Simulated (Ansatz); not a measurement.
## Ag: pressure against volume per atom

All results are calculated (Ansatz 0.2.0 development build). Equation of state of a cubic crystal from periodic Kohn-Sham density functional theory without spin; pressure corrected for the finite basis.

Cell of the first row (space group Fm-3m, No. 225):
```
CELL_PARAMETERS angstrom
0.00000 2.01700 2.01700
2.01700 0.00000 2.01700
2.01700 2.01700 0.00000
ATOMIC_POSITIONS crystal
Ag 0.00000 0.00000 0.00000
```

Settings of every row: formula Ag; structure type fcc; functional r2SCAN; spin treatment none; k mesh 14x14x14; occupation method fermi-dirac; occupation width 0.1 eV; wave cutoff 260 eV; datasets all-electron datasets; density cutoff ratio 7; dirac inner shells no; nucleus point.

Limits: modest k-mesh, values are not fully converged in k.

```
row  volume per atom (Å³)  pressure (GPa)  energy above lowest point (meV/atom)
  1                16.412           6.276                                  15.8
  2                16.947           2.254                                  1.88
  3                17.483               ?                                     ?
  4                18.018           -3.66                                  8.16
  5                18.553          -5.819                                 24.12
```

Question: what pressure should row 3 give?

Worked fit of pressure. Take u = (V_r/V)^(2/3) − 1 with V_r = 17.483 Å³ an atom, which is twice the finite (Eulerian) strain; such expansions in the strain, on which the Birch-Murnaghan equation of state is built, carry the rest volume and the bulk modulus. The shown rows have u = 0.04304, 0.02098, -0.01989, -0.03883. Least squares give pressure = −1.0173 + 145.118 × u + 560.32 × u² GPa; a straight line predicts inner rows, each left out in turn, worse (root mean square 0.54 against 0.053 GPa). The rows lie off it by 0.009, -0.020, 0.022, -0.012 (root mean square 0.017 GPa). The pressure vanishes at u = 0.0068, or V = 17.31 Å³ an atom, and there the bulk modulus at fixed shape and fractions is B = −V dP/dV = (2/3)(1 + u) dP/du = 103 GPa. The withheld row has u = 0, so the fit gives −1.0173 + 145.118 × (0) + 560.32 × (0)² = -1.017 GPa.

The calculation gave -1.015 GPa. The fit lies 0.002 GPa (0.017 % of the column's range) below it; its largest miss of a shown row is 0.022 GPa.

The other values of row 3: energy above lowest point 0 meV/atom.
